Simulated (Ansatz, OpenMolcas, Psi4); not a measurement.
**GaSiH4F (SMILES [F][GaH][SiH3]): methods side by side**

The species is GaSiH4F (7 atoms), meant as a singlet with charge 0. As SMILES, `[F][GaH][SiH3]`. The shape is that of a PBE0-D4/def2-TZVP optimisation.

Quantity: the vertical ionisation energy (to the doublet cation), in eV. The values are calculated.

| level | kind | program | value (eV) | less CCSD(T)/def2-SVP | CPU time (all runs) |
| --- | --- | --- | --- | --- | --- |
| HF/def2-SVP | Hartree–Fock | Ansatz | 9.82 | -0.36 | 7.3 s |
| SVWN5/def2-SVP | LDA | OpenMolcas | 9.97 | -0.21 | 29 s |
| PBE/def2-SVP | GGA | Ansatz | 9.84 | -0.34 | 19 s |
| M06-L/def2-SVP | meta-GGA | OpenMolcas | 10.01 | -0.17 | 62 s |
| r2SCAN0/def2-SVP | hybrid meta-GGA | Ansatz | 10.26 | +0.08 | 51 s |
| wB97M-V/def2-SVP | range-separated hybrid | Psi4 | 10.29 | +0.11 | 6.6 min |
| PBE-QIDH/def2-SVP | double hybrid | Ansatz | 10.39 | +0.21 | 32 s |
| BCCD(T)/def2-SVP | coupled cluster or CI | Ansatz | 10.18 | 0.00 | 95 s |
| CCSD(T)/def2-SVP | coupled cluster or CI | Ansatz | 10.18 | 0.00 | 80 s |

Differences are taken from CCSD(T)/def2-SVP for orientation; it has basis-set and higher-order errors of its own. All-electron rows without a relativistic Hamiltonian named are non-relativistic. The values span 9.82 to 10.39 eV. In the correlated wave-function rows the outer d shell of Ga is correlated, in sets not made for it. CPU times are rough (shared hosts, several kinds of processor and program).

The semi-local functionals and Hartree–Fock all place the ionisation energy below the coupled-cluster value, while the hybrid, range-separated and double-hybrid functionals place it above. Exact exchange alone does not order the series, since Hartree–Fock nearly coincides with PBE at the low end. Its shortfall probably reflects the missing correlation energy of the electron pair broken on ionisation.

The electron most likely leaves the Ga–Si σ bond: both atoms are electropositive and their shared pair is loosely held, whereas the fluorine lone pairs lie deeper. Removing it should leave a one-electron Ga–Si interaction, with the hole shared between the two centres. The agreement of BCCD(T) with CCSD(T) at 10.18 eV suggests that the result depends little on the choice of reference orbitals, and gives no sign of a difficult open-shell cation. Because the ionisation is vertical, the values do not show how far the Ga–Si bond would lengthen in the relaxed cation, or whether it would survive.
